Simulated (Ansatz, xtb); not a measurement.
**C7H8OSi: which of two isomers lies lower**

Structure a: `O[Si@@H]1CC2=CC=CC=C21`, a singlet. Structure b: `c1ccc2c(c1)CO[SiH2]2`, a singlet. Both are isolated molecules in the gas phase, relaxed with PBE0-D3(BJ)/def2-SVP; the shapes shown needn't be the lowest conformers.

a (Å):

```yaml
atoms:
  - { symbol: C, position_ang: [0.5184, 2.0222, -0.3332] }
  - { symbol: C, position_ang: [0.3913, 0.5388, -0.0290] }
  - { symbol: C, position_ang: [0.1263, -0.5626, -0.8457] }
  - { symbol: C, position_ang: [0.0597, -1.8217, -0.2497] }
  - { symbol: C, position_ang: [0.2605, -1.9868, 1.1273] }
  - { symbol: C, position_ang: [0.5423, -0.8909, 1.9417] }
  - { symbol: C, position_ang: [0.6094, 0.3740, 1.3557] }
  - { symbol: O, position_ang: [0.0963, 3.1731, 2.5184] }
  - { symbol: Si, position_ang: [0.9913, 2.1957, 1.5111] }
  - { symbol: H, position_ang: [-0.8510, 3.0083, 2.5416] }
  - { symbol: H, position_ang: [2.3991, 2.5800, 1.8020] }
  - { symbol: H, position_ang: [1.2755, 2.2776, -1.0921] }
  - { symbol: H, position_ang: [-0.4337, 2.4915, -0.6320] }
  - { symbol: H, position_ang: [-0.0336, -0.4465, -1.9209] }
  - { symbol: H, position_ang: [-0.1553, -2.6988, -0.8660] }
  - { symbol: H, position_ang: [0.2006, -2.9883, 1.5609] }
  - { symbol: H, position_ang: [0.7100, -1.0319, 3.0131] }
```

b (Å):

```xyz
17

C    -0.3094    1.7318   -1.0539
C     0.7438    2.3964   -0.4187
C     1.3782    1.8123    0.6744
C     0.9616    0.5600    1.1373
C    -0.0973   -0.1014    0.4938
C    -0.7333    0.4849   -0.6026
C    -0.4664   -1.4474    1.0746
O     0.3627   -1.7468    2.1707
Si    1.5040   -0.5655    2.5239
H    -0.8041    2.1946   -1.9115
H     1.0677    3.3746   -0.7819
H     2.2012    2.3395    1.1651
H    -1.5581   -0.0294   -1.1044
H    -0.3668   -2.2365    0.3060
H    -1.5243   -1.4485    1.3969
H     2.8973   -1.0915    2.4138
H     1.3249   -0.0174    3.9014
```

Quicker runs give these differences E(b) − E(a): GFN2-xTB −22.9 kcal/mol; HF/STO-3G −23.5 kcal/mol (at GFN2-xTB geometries); r2SCAN-D4/def2-SVP −2.3 kcal/mol (at GFN2-xTB geometries).

Estimate E(b) − E(a) at the level CCSD(T)/def2-SVP + ΔMP2/def2-TZVPP.

Not settled: CCSD(T)/def2-SVP + ΔMP2/def2-TZVPP gives E(b) − E(a) = +2.1 kcal/mol, but this leans on the basis-set step: CCSD(T) alone gives −2.0 kcal/mol.

The same difference at several levels:

```
                             level              geometry  E(b) − E(a) (kcal/mol)  departure from the last row (kcal/mol)  job, with rough time for the two
                          GFN2-xTB              GFN2-xTB                     −22.9                                   −25.0              optimisation, 0.22 s
                         HF/STO-3G              GFN2-xTB                     −23.5                                   −25.7              single point, 0.46 s
                r2SCAN-D4/def2-SVP              GFN2-xTB                      −2.3                                    −4.5               single point, 2.5 s
              PBE0-D3(BJ)/def2-SVP  PBE0-D3(BJ)/def2-SVP                      −1.2                                    −3.4                optimisation, 27 s
                       HF/def2-SVP  PBE0-D3(BJ)/def2-SVP                      −4.8                                    −6.9           part of the CCSD(T) run
                      MP2/def2-SVP  PBE0-D3(BJ)/def2-SVP                      +0.3                                    −1.8           part of the CCSD(T) run
                  CCSD(T)/def2-SVP  PBE0-D3(BJ)/def2-SVP                      −2.0                                    −4.2                      single point
CCSD(T)/def2-SVP + ΔMP2/def2-TZVPP  PBE0-D3(BJ)/def2-SVP                      +2.1                                                        single point, 58 s
```

As drawn, b has 6 C∷C, 1 C–O, 1 Si–H in place of 1 C–Si, 3 C–C, 3 C=C, 1 O–H (∷ is an aromatic bond). Structure a has a 4-membered ring and a 6-membered ring, b a 5-membered ring and a 6-membered ring (with an aromatic ring).

GFN2-xTB, HF/STO-3G, r2SCAN-D4/def2-SVP, PBE0-D3(BJ)/def2-SVP, HF/def2-SVP, CCSD(T)/def2-SVP put the two in the other order. MP2/def2-SVP finds them nearly level. The largest departure from CCSD(T)/def2-SVP + ΔMP2/def2-TZVPP is that of HF/STO-3G, 25.7 kcal/mol. The last row adds to CCSD(T) the change of the MP2 difference between the two basis sets, here +4.2 kcal/mol, a large step that makes the value less sure.

With thermal terms from frequencies at re-optimised GFN2-xTB minima (ideal gas, soft modes damped towards free rotors, one conformer each, 298.15 K, 1 atm): on the last row, ΔE + ΔZPE = +1.8, ΔH = +1.4, ΔG = +2.3 kcal/mol.

The correlated steps freeze 13 core orbitals. Mirror images aren't counted in ΔG. Codes used: Ansatz 0.2.0, xtb 6.7.1; the last row on 8 threads of Intel(R) Xeon(R) Platinum 8488C (Sapphire Rapids) on a shared host.

The two isomers are close in energy, and the calculations do not establish which lies lower. This near-balance probably reflects two opposing effects. Going from a to b opens the strained four-membered silacycle into a roomier five-membered ring, but it also exchanges an Si–C and a strong O–H bond for C–O and Si–H bonds, which are weaker in total. Aromatic stabilisation does not decide the matter: the benzene ring is present in both isomers, and the listed difference in C=C and aromatic bonds only reflects how a is drawn.

With def2-SVP at the same geometries, correlation shifts the balance towards a, though MP2 does so more strongly than CCSD(T). The strong preference for b in HF/STO-3G probably arises largely because a minimal basis lacks the polarisation functions needed to describe strained rings and polar bonds at silicon evenly. Thermal terms leave the near-balance intact, and it implies nothing about how easily the isomers interconvert, since that would require extensive bond reorganisation.
